What happens to the two electrons of a C–Cl bond when the chlorine atom is pulled away? In the gas phase CCl₃F breaks into two neutral radicals, and each takes one electron of the pair. A method that describes the molecule well near its usual shape may still be unable to describe this parting. Here one C–Cl bond is stretched while the rest of the molecule stays frozen, and three methods follow it: restricted Hartree–Fock (RHF), unrestricted Hartree–Fock (UHF) and a CASSCF calculation with two electrons in two orbitals.

CCl₃F (charge 0, spin multiplicity 1) with one C–Cl bond stretched and the rest frozen at the GFN2-xTB geometry, computed with PySCF 2.14.0 using RHF, broken-symmetry UHF and CASSCF (two electrons in two orbitals) in the cc-pVDZ basis. Spin squared is that of UHF; the weak occupation is that of the less occupied active natural orbital in CASSCF.

```
bond length (Å)  CASSCF energy over its lowest point (eV)  RHF energy over CASSCF (eV)  UHF energy under RHF (eV)  spin squared  first weak orbital occupation
          1.640                                     0.329                        0.404                      0.000         0.000                          0.019
          1.780                                     0.000                        0.516                      0.000         0.000                          0.030
          1.960                                     0.188                        0.682                      0.000         0.000                          0.054
          2.140                                     0.643                        0.872                      0.000         0.000                          0.090
          2.400                                     1.354                        1.199                      0.430         0.604                          0.175
          2.760                                     2.068                        1.789                      1.516         0.893                          0.368
          3.200                                     2.452                        2.647                      2.710         0.987                          0.636
          3.920                                     2.576                        3.838                      4.036         1.015                          1.000
          4.980                                     2.577                        4.772                      4.968         1.015                          1.000
```

The plainest failure is that of RHF at large distance. Between the last two bond lengths the CASSCF energy changes by only 0.001 eV, as it should for two neutral fragments that hardly feel each other. The RHF energy rises by another 0.94 eV over the same interval. In the end RHF puts the separated fragments 6.83 eV above its lowest point, against 2.58 eV for CASSCF.

The cause lies in the form of the wave function. RHF puts both electrons of the bond into one spatial orbital, σ, so that finding one electron on chlorine does nothing to keep the other away. Near the equilibrium length this costs less, because the electrons are shared anyway, though RHF already lies 0.516 eV above CASSCF at 1.78 Å. In a stretched bond they should sit on different fragments, and the cure is to mix in the configuration with both electrons in the antibonding orbital σ*, which cancels the ionic part.

A two-configuration model shows how the error grows. Let the wave function be $c_1|\sigma^2\rangle-c_2|\sigma^{*2}\rangle$, with a coupling energy $K$ between the two configurations. The first line of the eigenvalue problem is $E_{\sigma^2}c_1-Kc_2=Ec_1$, so the single configuration lies above the mixture by

$$E_{\sigma^2}-E=K\frac{c_2}{c_1}=K\sqrt{\frac{n}{2-n}},$$

where $n=2c_2^2$ is the first weak orbital occupation, the number of electrons in the antibonding orbital.

With one value of $K$ fitted to the seven lengths up to 3.20 Å, the model gives $K=3.87$ eV. At 2.76 Å, a row used in the fit, the occupation of 0.368 gives $3.87\sqrt{0.368/1.632}=1.84$ eV, where the calculation has 1.79 eV. The square-root relation is built into any wave function of this form. What the numbers test is a joint assumption: that $K$ stays constant and that the RHF energy can stand for that of the σ² configuration.

Taken together the two hold well: the value of $K$ found row by row varies by only 11% while the gap itself grows more than sixfold. Opposite errors in the two parts could still cancel, so this $K$ is an effective coupling. Within the model, the error therefore grows because the mixing grows, with hardly any change in the effective coupling. Theory supplies the reason for the mixing: stretching brings σ and σ* closer in energy, so the second configuration becomes cheap to admit. A weak occupation that climbs steadily from a few hundredths is thus an early sign that a single configuration is losing its hold. The output printed after this text gives the comparison row by row.

At 4.98 Å, outside the fit, the model fails. It predicts a gap of 3.87 eV, and the calculation gives 4.77 eV. The mixing has reached its limit of equal weights, yet RHF keeps climbing. In H₂, where symmetry forces the orbital to be shared equally, RHF ends as half covalent and half ionic. In CCl₃F the doubly occupied orbital is free to shift towards the more electronegative chlorine.

The slope of the RHF curve points to such a shift. Pulling apart two opposite unit charges over the last interval costs 0.78 eV, and a half-ionic mixture would cost 0.39 eV. The RHF rise of 0.94 eV is closer to the full ion pair and even exceeds it, as may happen when the ions polarise each other. This reading rests on one interval of an energy curve, and it was not tested whether RHF has a lower, less ionic solution there. Still, no neutral pair would show so steep a rise at that distance.

UHF repairs the far end by giving the two spins different orbitals, and it pays for this in between. Up to 2.14 Å it finds no gain in doing so and coincides with RHF, although CASSCF already has 0.09 electrons in the weak orbital. At that length UHF lies 0.87 eV above CASSCF, its largest error relative to CASSCF in the table. The symmetry breaks somewhere between 2.14 and 2.40 Å, at the Coulson–Fischer point, and the onset belongs to the method: the CASSCF occupation passes smoothly through the same region.

Beyond this point the failure shows in the spin squared, which is zero for a true singlet. Its value of 0.604 at 2.40 Å means that about 30% of the UHF wave function is triplet. The triplet lacks the bond, so its admixture raises the energy as long as some bonding is left. The UHF curve also levels off too early: at 2.40 Å it has covered 86% of its final rise, and CASSCF only 53%. Once the fragments are well apart, singlet and triplet have nearly the same energy and the contamination does little harm to the energy, even though the spin is still wrong.

CASSCF has its own weakness, which appears where UHF drops below it, from 3.20 Å onwards. At the last two lengths the difference stays at 0.20 eV, so it belongs to the separate radicals and not to their interaction. The likely source is spin polarisation: an unpaired electron acts differently on the up and down spins of the other shells, and UHF lets all of them respond, while this CASSCF keeps them paired. The spin squared of 1.015 fits, since a UHF determinant in which only one pair is broken cannot exceed 1.

The CASSCF occupation also jumps from 0.636 at 3.20 Å to 1.000 at 3.92 Å, more abruptly than a fading σ overlap would suggest. At 3.92 Å the two active orbitals hold 1.0003 and 0.9997 electrons, so next to no σ bonding is left. The likely reason is that the half-filled chlorine orbital has turned from along the bond to across it, though the orbitals were not inspected. The last two rows would then be a different state, to which the σ/σ* model does not apply, and its good match at 3.92 Å in the output would be no support for it. The failure of RHF stands either way, since its energy climbs while that of CASSCF is flat.

The CASSCF plateau should not be taken for a bond energy either. Two active electrons leave out most of the correlation among the others, the basis is small, and the CCl₂F fragment has not been allowed to relax. For CCl₃F as a chlorine source in plasma etching, the lesson is limited but firm: an RHF curve makes the release of a neutral chlorine atom look far too costly, because it leads towards the wrong products.

Numerical output:

```
fit of rhf_above_casscf on 7 rows (bond_length < 3.5): coefficient of mix 3.87 +/- 0.036; rms 0.0314, worst 2.76 0.0489, leave-one-out rms 0.0361
  rows outside the fit (model, value, miss): 3.92 3.87, 3.838, 0.0325; 4.98 3.87, 4.772, -0.902
Curves and model (eV):
   row  RHF rise  UHF rise  UHF over CASSCF  mixing ratio  gap per mixing ratio  gap per occupation  model gap
  1.64     0.217     0.217            0.404       0.09793                 4.125               21.26     0.3791
  1.78         0         0            0.516        0.1234                 4.181                17.2     0.4776
  1.96     0.354     0.354            0.682        0.1666                 4.094               12.63     0.6447
  2.14     0.999     0.999            0.872        0.2171                 4.017               9.689     0.8402
   2.4     2.037     1.607            0.769        0.3097                 3.872               6.851      1.199
  2.76     3.341     1.825            0.273        0.4749                 3.767               4.861      1.838
   3.2     4.583     1.873           -0.063        0.6828                 3.876               4.162      2.643
  3.92     5.898     1.862           -0.198             1                 3.838               3.838       3.87
  4.98     6.833     1.865           -0.196             1                 4.772               4.772       3.87
Largest over smallest gap per mixing ratio up to 3.20 angstrom: 1.11
Largest over smallest gap per occupation up to 3.20 angstrom: 5.109
RHF rise from 3.92 to 4.98 angstrom (eV): 0.935
CASSCF rise from 3.92 to 4.98 angstrom (eV): 0.001
Rise for a full ion pair of point charges (eV): 0.7819
Rise for a half ionic mixture (eV): 0.3909
RHF final rise less CASSCF final rise (eV): 4.256
CASSCF final rise less UHF final rise (eV): 0.712
Triplet share of UHF at 2.40 angstrom (percent): 30.2
Weak occupation implied by UHF at 2.40 angstrom: 0.3707
Share of final UHF rise reached at 2.40 angstrom (percent): 86.17
Share of final CASSCF rise reached at 2.40 angstrom (percent): 52.54
```
